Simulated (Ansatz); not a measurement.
Computed against measured: atomisation enthalpy at 298 K

10 molecules; the atomisation enthalpy at 298 K in kJ/mol, computed less measured. Shapes, held fixed at every level: PBE0-D4/def2-TZVP. Flexible molecules stand in one conformer, not always the lowest. Thermal terms are harmonic and unscaled (PBE0-D4/def2-TZVP); the spin-orbit lowering of the free atoms is taken from their spectra. Programs: Ansatz 0.2.0. Measured values: Active Thermochemical Tables, CRC Handbook of Chemistry and Physics, NIST-JANAF tables.

Levels: A = HF/def2-TZVPP; B = SPW92/def2-TZVPP; C = r2SCAN0-D4/def2-TZVPP; D = CCSD(T)/def2-TZVPP.

| molecule | from tabulated heats | A | B | C | D |
| --- | --- | --- | --- | --- | --- |
| CH3 (methyl radical) | 1224 | -273 | +130 | +7 | -25 |
| C2H2O (ethynol) | 2026 | -689 | +383 | -61 | -72 |
| CHBrCl2 (bromodichloromethane) | 1341 | -512 | +302 | -30 | -60 |
| B(BCl2)Cl2 | 2115 | -520 | +375 | +6 | -85 |
| C3H4O2 (methylglyoxal) | 3792 | -1189 | +667 | -89 | -114 |
| C3H6 (cyclopropane) | 3405 | -875 | +478 | -21 | -81 |
| C4H7N (isobutyronitrile) | 4843 | -1366 | +692 | -89 | -136 |
| C3H9N (isopropylamine) | 4669 | -1294 | +659 | -56 | -116 |
| C5H10S (cyclopentanethiol) | 6089 | -1621 | +895 | -44 | -150 |
| C6H10 (3-methylcyclopentene) | 6474 | -1668 | +927 | -52 | -158 |

Task: Which level does best on this set, which worst, and which err to one side?

Result: 
```csv
level,kind,mean error,mean absolute error,worst case
HF/def2-TZVPP,Hartree–Fock,-1000.7,1000.7,C6H10
SPW92/def2-TZVPP,LDA,+550.8,550.8,C6H10
r2SCAN0-D4/def2-TZVPP,global hybrid,-42.9,45.5,C3H4O2
CCSD(T)/def2-TZVPP,coupled cluster or CI,-99.7,99.7,C6H10
```

On this set r2SCAN0-D4/def2-TZVPP has the smallest mean absolute error and HF/def2-TZVPP the largest. HF/def2-TZVPP is too low in 10 of 10; SPW92/def2-TZVPP is too high in 10 of 10; r2SCAN0-D4/def2-TZVPP is too low in 8 of 10; CCSD(T)/def2-TZVPP is too low in 10 of 10. Heats of the atoms come from ATcT where it has them, that of boron, 570 kJ/mol, from recent work. The tabulated value of B(BCl2)Cl2 is in doubt (older tables, estimates, or at odds with other calculations) and kept here. Over the 9 molecules whose values aren't doubted the mean absolute errors are A 1054.1; B 570.3; C 49.9; D 101.3. For HF/def2-TZVPP and SPW92/def2-TZVPP and CCSD(T)/def2-TZVPP the error tends to grow with the atomisation enthalpy. Hartree–Fock lacks correlation and underbinds. Correlated wave functions converge slowly with the basis. Open shells run unrestricted. Relativity is left out for Br. Outer-core shells of Br are correlated, in sets that cover them unevenly. The set is small.

The opposite signs of the Hartree–Fock and LDA errors reflect how each treats bond formation. Pairing electrons in bonds adds correlation energy that the separated atoms lack, and a mean-field energy misses this gain. LDA instead favours the smoother molecular density over that of the free atoms, so it overbinds. Both errors build up with the number of bonds, which is why the larger molecules generally fare worse.

The hybrid largely balances these tendencies, but not evenly: its three largest shortfalls are for methylglyoxal, isobutyronitrile and ethynol, which contain carbonyl groups or triple bonds. This suggests that its share of exact exchange costs some of the left-right correlation important in multiple bonds.

The uniform underbinding by CCSD(T) probably comes mostly from the electron-electron cusp, which a triple-zeta basis describes less completely in the molecule than in the atoms. The hybrid's lead is therefore a practical result for this basis, and does not show that its description of correlation is better than that of coupled cluster.
